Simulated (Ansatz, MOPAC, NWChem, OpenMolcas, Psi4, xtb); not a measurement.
# How methods differ on BNH3OF (SMILES NB(O)F)

The runs start from one conformer, not always the lowest.

BNH3OF, singlet, SMILES `NB(O)F`. Each level relaxes the structure for itself.

Each level gives the zero-point energy at each level's own minimum (kJ/mol). The values are calculated.

```
                             level            kind     program  value (kJ/mol)
                          GFN2-xTB  semi-empirical         xtb           121.2
                              MNDO  semi-empirical       MOPAC           135.4
                               PM3  semi-empirical       MOPAC           124.8
                          GFN1-xTB  semi-empirical         xtb           121.2
                          HF/3-21G    Hartree–Fock  OpenMolcas           135.5
   HF/6-31G* (Cartesian functions)    Hartree–Fock  OpenMolcas           136.0
                     BP86/def2-SVP             GGA      NWChem           123.1
              PBE0-D3(BJ)/def2-SVP   global hybrid      NWChem           128.1
                 PBE0-D4/def2-TZVP   global hybrid      Ansatz           128.2
PBE0-D4/def2-SVP (density fitting)   global hybrid        Psi4           128.2
```

Harmonic and unscaled. The values span 121.2 to 136.0 kJ/mol.

The zero-point energy separates the ab initio and density-functional results by type of method far more than by basis set. Hartree–Fock gives 135.5 and 136.0 kJ/mol, the three PBE0 values lie at 128.1 to 128.2 kJ/mol, and BP86 is lower still at 123.1 kJ/mol. This order probably reflects the missing electron correlation in Hartree–Fock, which makes bonds too stiff, and the softer stretching potentials typical of a GGA.

The semi-empirical methods follow no common direction: MNDO falls beside Hartree–Fock, while PM3 and both xTB variants lie near or below BP86. In a molecule this small, the N–H and O–H stretches supply much of the zero-point energy because hydrogen is light, so a modest systematic shift in their force constants is enough to move the total visibly. The close agreement among the PBE0 runs shows consistency within one functional, not accuracy, and equal totals, as for the two xTB variants, do not establish that the individual frequencies agree.
